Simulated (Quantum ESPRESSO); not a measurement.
# Decay constant of rock salt LiH across its LDA gap along [001] at lattice constants of 3.822 and 3.94 Å

The usual rule of thumb is that an electron tunnelling through an insulator decays fastest at mid-gap, equally slowly towards either band edge, and faster the wider the gap. I test it here on LiH, which occurs in the films that grow on lithium electrodes, where the decay constant sets how thick a film must be to stop electrons leaking through.

The quantity is $\kappa = \mathrm{Im}\,k_z$ of the slowest evanescent state along [001], from LDA complex bands of the bulk crystal. Energies are counted from the valence-band top. The amplitude falls as $e^{-\kappa d}$ over a thickness $d$, and the tunnelling probability as $e^{-2\kappa d}$. The yardstick is the symmetric two-band Franz form, scaled to each line's own mid-gap value.

## Systems and settings

Ideal rock salt LiH at set cubic lattice constants, not relaxed (a = 3.822 angstrom, GBRV ultrasoft: gap 2.46 eV; a = 3.94 angstrom, PseudoDojo norm-conserving: gap 2.57 eV). Program: Quantum ESPRESSO 7.5, plane waves, LDA, GBRV ultrasoft, PseudoDojo norm-conserving pseudopotentials, cutoffs 40 to 66 Ry for waves and 200 to 264 Ry for the density, fixed occupations, scalar-relativistic, no spin polarisation, no spin-orbit coupling; k meshes of 8 divisions in the plane and 6 along the axis. Complex bands along [001] come from pwcond with energy window 4 Ry, basis threshold 1e-05 and 7 subslabs a slab at the in-plane wavevectors (0, 0), (1/2, 0), (1/2, 1/2) and (1/4, 0) of the zone of the tetragonal cell with in-plane edges a/sqrt(2), on 40 energies in steps of 0.24 eV. The gap is that of the self-consistent k mesh. The rows are a selection of the grid energies, spread over the range, with the largest value of each line among them; narrow features between rows aren't shown. The same in all rows: in-plane wavevector of the slowest state: zone centre.

Notes on method and selection:

- Semilocal functionals give gaps, and so decay constants, that are too small against experiment.
- Bulk complex bands leave out the interface: band line-up, symmetry matching to an electrode and image charges.
- The decay constants on the energy grid were kept to three decimals in 1/angstrom; interpolated values carry no more. Runs in which pwcond's reduced basis gave spurious channels inside the gap were left out.
- Kinks mark a change of the wavevector or complex band that is slowest.
- The lines don't all use the same pseudopotential set, which can shift gaps by some hundredths of an eV.
- Runs that failed checks of pwcond against itself, whose gap is too narrow for the energy step, or whose stored transmission had to be rebuilt from the program's table, are left out.

Columns:

- place in gap: energy over the valence-band top divided by the gap of that line.
- energy (eV): energy over the highest filled level of the k mesh.
- Franz form (1/Å): two-band Franz form 2 kappa_mid sqrt(f (1 - f)), f the place in the gap and kappa_mid that line's decay constant interpolated to mid-gap.
- decay constant (1/Å): decay constant Im kz of the slowest evanescent state along [001] at this energy, least over the listed wavevectors.

Input lines of one member:

```
&inputcond
  ikind = 0
  ewind = 4.0
  epsproj = 1e-05
  nz1 = 7
  energy0 = 7.44
  denergy = -0.24
/
4
  0.00000000 0.00000000 1.00000000
  0.50000000 0.00000000 1.00000000
  0.50000000 0.50000000 1.00000000
  0.25000000 0.00000000 1.00000000
40
```

Command (options for logging and memory left out): `mpirun -n 2 pwcond.x -in cbs.in > cbs.out`

## Table of results

| member | lattice constant | place in gap | energy (eV) | Franz form (1/Å) | decay constant (1/Å) |
| --- | --- | --- | --- | --- | --- |
| 0.24 eV | a = 3.822 angstrom | 0.098 | 0.24 | 0.075 | 0.078 |
| 0.96 eV | a = 3.822 angstrom | 0.390 | 0.96 | 0.124 | 0.125 |
| 1.20 eV | a = 3.822 angstrom | 0.488 | 1.20 | 0.127 | 0.127 |
| 1.44 eV | a = 3.822 angstrom | 0.585 | 1.44 | 0.125 | 0.124 |
| 2.16 eV | a = 3.822 angstrom | 0.878 | 2.16 | 0.083 | 0.080 |
| 0.24 eV | a = 3.94 angstrom | 0.093 | 0.24 | 0.079 | 0.082 |
| 0.96 eV | a = 3.94 angstrom | 0.374 | 0.96 | 0.131 | 0.133 |
| 1.20 eV | a = 3.94 angstrom | 0.467 | 1.20 | 0.135 | 0.136 |
| 1.68 eV | a = 3.94 angstrom | 0.654 | 1.68 | 0.129 | 0.127 |
| 2.40 eV | a = 3.94 angstrom | 0.935 | 2.40 | 0.067 | 0.064 |

Least-squares fits to the whole series, with x = place in gap; R² in the fitted variables, residuals in the unit of y:

| y | lattice constant | members | fit | R² | rms residual | leave-one-out rms | standard deviation of y |
| --- | --- | --- | --- | --- | --- | --- | --- |
| decay constant (1/Å) | a = 3.822 angstrom | 5 | y = 0.05065 + 0.3122 x − 0.3177 x² | 1.00 | 5.2×10⁻⁴ | 0.0039 | 0.025 |
| decay constant (1/Å) | a = 3.94 angstrom | 5 | y = 0.052812 + 0.34726 x − 0.35851 x² | 1.00 | 4.5×10⁻⁴ | 9.7×10⁻⁴ | 0.033 |

## Why the values move as they do

The rule holds in outline. At 3.94 Å the decay constant goes from 0.082 1/Å at 0.24 eV to 0.136 at 1.20 eV and down to 0.064 at 2.40 eV. At 3.822 Å the largest value, also at 1.20 eV, is 0.127.

The gap of LiH in LDA lies at the X point, where a hydrogen s-like valence state faces a conduction state that is odd along the axis. The two couple linearly in the wavevector, and one evanescent branch joins them. With $E_g$ the gap, $P$ the coupling in eV Å and $\hbar^2/2m = 3.81$ eV Å$^2$, it obeys

$$\left(E + 3.81\,\kappa^2 - E_g/2\right)^2 + (P\kappa)^2 = (E_g/2)^2 .$$

Fitted to these rows, $P$ is about 9.7 at 3.822 Å and about 9.5 at 3.94 Å. With these two numbers the formula returns all ten rows to within 0.001 1/Å, against standard deviations of 0.025 and 0.033. For free electrons at 3.94 Å, $P$ would be $(\hbar^2/m)(2\pi/a)$, about 12 eV Å, so the coupling keeps nearly four fifths of its free-electron strength.

This coupling acts only along the axis of each X point. The X points of the other two axes project onto the in-plane zone corner, where the state has to decay across its axis with a heavier mass. The largest decay constant found there is indeed well above that at the zone centre.

Near mid-gap the formula reduces to $\kappa \approx E_g/2P$, which shows how the lattice constant enters. From the smaller to the larger cell the gap grows by 2.57 / 2.46 = 1.045 and $1/P$ by 9.7 / 9.5 = 1.02, together 1.07. The largest decay constants give 0.136 / 0.127 = 1.07. A wider gap on expansion is what weaker overlap between hydride ions would give, but the pseudopotential set changes too and may supply some hundredths of an eV of the 0.11 eV.

## Exceptions

Largest departures from the fit to the whole series:

| member | lattice constant | decay constant (1/Å) | fit | computed − fit | in rms residuals |
| --- | --- | --- | --- | --- | --- |
| 0.96 eV | a = 3.822 angstrom | 0.125 | 0.124 | +0.001 | 1.8 |
| 1.20 eV | a = 3.94 angstrom | 0.136 | 0.137 | −0.001 | 1.8 |
| 1.44 eV | a = 3.822 angstrom | 0.124 | 0.125 | −0.001 | 1.1 |
| 0.96 eV | a = 3.94 angstrom | 0.133 | 0.133 | 0.000 | 1.0 |

The departures that carry physics are those from the Franz form, and they are largest in the end rows. At 0.24 eV the computed value lies 0.003 1/Å above it for both lattice constants. At 2.16 eV (3.822 Å) and 2.40 eV (3.94 Å) it lies 0.003 below. The likeliest reason is the term $3.81\,\kappa^2$, the free-electron kinetic energy, which the Franz form omits. It makes the valence mass along the axis about a fifth heavier than the conduction mass, so decay is faster in the lower part of the gap.

A misplaced energy zero could imitate this. An offset of 0.02 eV would account for most of the shift in the end rows, but it would move the 0.96 and 1.68 eV rows at 3.94 Å by less than 0.001, where the table shows 0.002. I therefore prefer the mass difference.

The departures from the quadratic fits are at most 0.001, close to the rounding of the data, and I read nothing into them. The quadratic shouldn't be carried past the end rows: a branch that joins a band edge falls to zero there as a square root, a shape no quadratic has.

## Questions the table answers

**Can one mid-gap value replace a calculation near the conduction band?**
I take only the gap and the 1.20 eV row at 3.94 Å. As that row lies near mid-gap, $P \approx E_g/2\kappa$, or 2.57 / 2 / 0.136 = 9.45 eV Å. For 2.40 eV I start from a guess of 0.065 1/Å, so the kinetic term is 3.81 × 0.065² = 0.016 eV. Half the gap is 2.57 / 2 = 1.285 eV. The shifted distance from mid-gap is then 2.40 + 0.016 − 1.285 = 1.131 eV, and √(1.285² − 1.131²) / 9.45 = 0.0645 1/Å. The table has 0.064 and the Franz form 0.067, so one value is enough here.

**How much does the larger lattice constant reduce tunnelling through five cubic cells at 1.20 eV?**
The exponents $2\kappa d$ are 2 × 0.127 × 5 × 3.822 = 4.85 and 2 × 0.136 × 5 × 3.94 = 5.36. The probability changes by $e^{-0.51}$ = 0.60. At an equal thickness of 20 Å the factor is $e^{-0.36}$ = 0.70, so part of the reduction is simply the thicker film.

**What would a gap wider by 1 eV do to the largest value at 3.94 Å?**
The wider gap is 2.57 + 1 = 3.57 eV, and the gap ratio is 3.57 / 2.57 = 1.39. If $P$ stays fixed, $\kappa$ grows in proportion, to 0.136 × 1.39 = 0.19 1/Å. If the band masses stay fixed instead, it grows as the square root of the gap ratio, to about 0.16 1/Å. I would plan with that range.

## Conclusions

Between about 0.09 and 0.94 of the gap, the LiH rows follow a two-band branch that leans slightly towards the valence band. At the three energies common to both lines the decay constant is 5 to 7% higher for the larger lattice constant, though part of that may come from the change of pseudopotential set. A further complex-band run at each lattice constant gave the same largest value at the zone centre.

LDA makes the gap too small, so the true decay constants should be larger and a real film should block electrons better than these numbers suggest. The shape should survive a gap correction better than the height does.

A bulk calculation also leaves out the contact. Band line-up and image charges decide which energy in the gap applies, and an electrode without a state of matching symmetry at the zone centre cannot feed this slow channel, which would lower the current further.

[Logs are printed without paths, hosts, clocks, repeated set-up lines and the standing remarks that a program may print on its own settings, such as how far it seeks lower states.]

[On method and selection: Runs that did not converge, have known faults or may not be shown are not listed, and runs on Ansatz's PAW sets soft_1 and soft_2 are kept to separate tables. Tables of this kind whose fit explains under a quarter of the variance weren't written up, so the strength of the trend here is selected. Up to three of the lattice constants or thicknesses that were run are shown, from the ends and the middle of the range. Systems with elements from V to Ni or with open 4f shells were left out wherever spin was off.]
